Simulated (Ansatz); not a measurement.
YS: the change of pressure with volume scale

Periodic Kohn-Sham DFT of a crystal at fixed atoms, scaled to volume_scale times the given cell; pressure positive in compression, energy less spherical unpolarised free atoms, largest_vzz the field gradient of largest size among the nuclei. The results are calculated, by Ansatz 0.2.0.

The cell before it is scaled or strained (space group Fm-3m, No. 225):
```
CELL_PARAMETERS angstrom
0.00000 2.74370 2.74370
2.74370 0.00000 2.74370
2.74370 2.74370 0.00000
ATOMIC_POSITIONS crystal
Y 0.50000 0.50000 0.50000
S 0.00000 0.00000 0.00000
```

Settings of every row: method frozen-core PAW; functional LDA; relativity scalar; k mesh 8x8x8; filling fermi-dirac; smearing width 0.01 eV; wave cutoff 420 eV; paw set soft_2.

Atom start moment: 0 on all atoms.

Limits: PAW files made with PBE.

```csv
row,volume scale,V (Å³/atom),pressure (GPa)
1,0.94,19.415,2.854
2,0.96,19.826,0.384
3,0.98,20.241,?
4,0.99,20.445,-2.842
5,1,20.653,-3.804
6,1.01,20.859,-4.713
7,1.02,21.065,-5.573
8,1.04,21.478,-7.154
9,1.06,21.894,-8.567
```

Question: what pressure should row 3 give?

Worked fit of pressure. Take u = (V_r/V)^(2/3) − 1 with V_r = 20.756 Å³ an atom, which is twice the finite (Eulerian) strain; such expansions in the strain, on which the Birch-Murnaghan equation of state is built, carry the rest volume and the bulk modulus. The shown rows have u = 0.04553, 0.03103, 0.01012, 0.00332, -0.00329, -0.0098, -0.02254, -0.03496. Least squares give pressure = −4.2694 + 137.379 × u + 415.92 × u² GPa; a straight line predicts inner rows, each left out in turn, worse (root mean square 0.22 against 0.0074 GPa). The rows lie off it by 0.006, -0.010, -0.005, 0.005, 0.004, 0.003, 0.001, -0.003 (root mean square 0.0053 GPa). The pressure vanishes at u = 0.0286, or V = 19.9 Å³ an atom, and there the bulk modulus at fixed shape and fractions is B = −V dP/dV = (2/3)(1 + u) dP/du = 111 GPa. The withheld row has u = 0.01689, so the fit gives −4.2694 + 137.379 × (0.01689) + 415.92 × (0.01689)² = -1.830 GPa.

The calculation gave -1.826 GPa. The fit lies 0.004 GPa (0.035 % of the column's range) below it; its largest miss of a shown row is 0.010 GPa.
